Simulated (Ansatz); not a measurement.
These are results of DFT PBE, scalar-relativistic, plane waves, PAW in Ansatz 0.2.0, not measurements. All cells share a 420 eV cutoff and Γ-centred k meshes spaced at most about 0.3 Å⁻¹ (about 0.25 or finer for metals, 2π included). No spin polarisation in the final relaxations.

All energies are static (0 K, no zero-point motion).

Two forms of Sn₃Te were relaxed alike.

A.

```xyz
4
Lattice="-3.1284 3.1284 3.1284 3.1284 -3.1284 3.1284 3.1284 3.1284 -3.1284" Properties=species:S:1:pos:R:3 pbc="T T T"
Sn    3.1284    0.0000    0.0000
Sn    0.0000    3.1284    0.0000
Sn    0.0000    0.0000    3.1284
Te    0.0000    0.0000    0.0000
```

B.

```xyz
4
Lattice="0.0000 3.8305 3.8305 3.8305 0.0000 3.8305 3.8305 3.8305 0.0000" Properties=species:S:1:pos:R:3 pbc="T T T"
Sn    5.7458    5.7458    5.7458
Sn    1.9153    1.9153    1.9153
Sn    0.0000    0.0000    0.0000
Te    3.8305    3.8305    3.8305
```

Question: Which is lower in energy, and by how much?

Answer: A is lower, by 148 meV/atom. A has space group Im-3m (No. 229), 30.6 Å³/atom and no gap on its mesh; B has the BiF3 (D0_3) type, space group Fm-3m (No. 225), 28.1 Å³/atom and no gap. Counting Sn atoms around Te (those within 1.25 times the shortest such distance or 1.15 times the sum of covalent radii; a plus sign parts nearer from farther groups; the shortest distance is added where it exceeds 1.18 times the sum of covalent radii), A has Te 6 and B has Te 8+6 from 3.3 Å. The lower one is the more open, so pressure narrows the difference. Both come from invented guesses.

These runs have no spin–orbit coupling, which can matter for Te. Cells relaxed within their symmetry can be saddle points.

Form A, favoured by 148 meV/atom, is an ordered decoration of a simple cubic lattice, while B is an ordered decoration of a body-centred cubic one. In A, Te is octahedrally surrounded by Sn, as in rocksalt SnTe, and each Sn has Te at opposite ends of one axis and Sn along the others. Such right-angled networks suit atoms that bond mainly through p orbitals and keep their s electrons largely nonbonding. The p shell here is, on average, somewhat short of half full, so σ bonding along the cubic axes probably outweighs the denser packing of B, whose many longer contacts are less directional. The missing gap in A fits this electron count and the continuous Sn–Sn contacts.

The ordering supports a preference for open, p-bonded packing between these two forms, not the existence of Sn₃Te as a compound. SnTe is the established compound of this system, so a tin-rich composition would be expected to separate into SnTe and Sn, a competition that this comparison leaves untested.
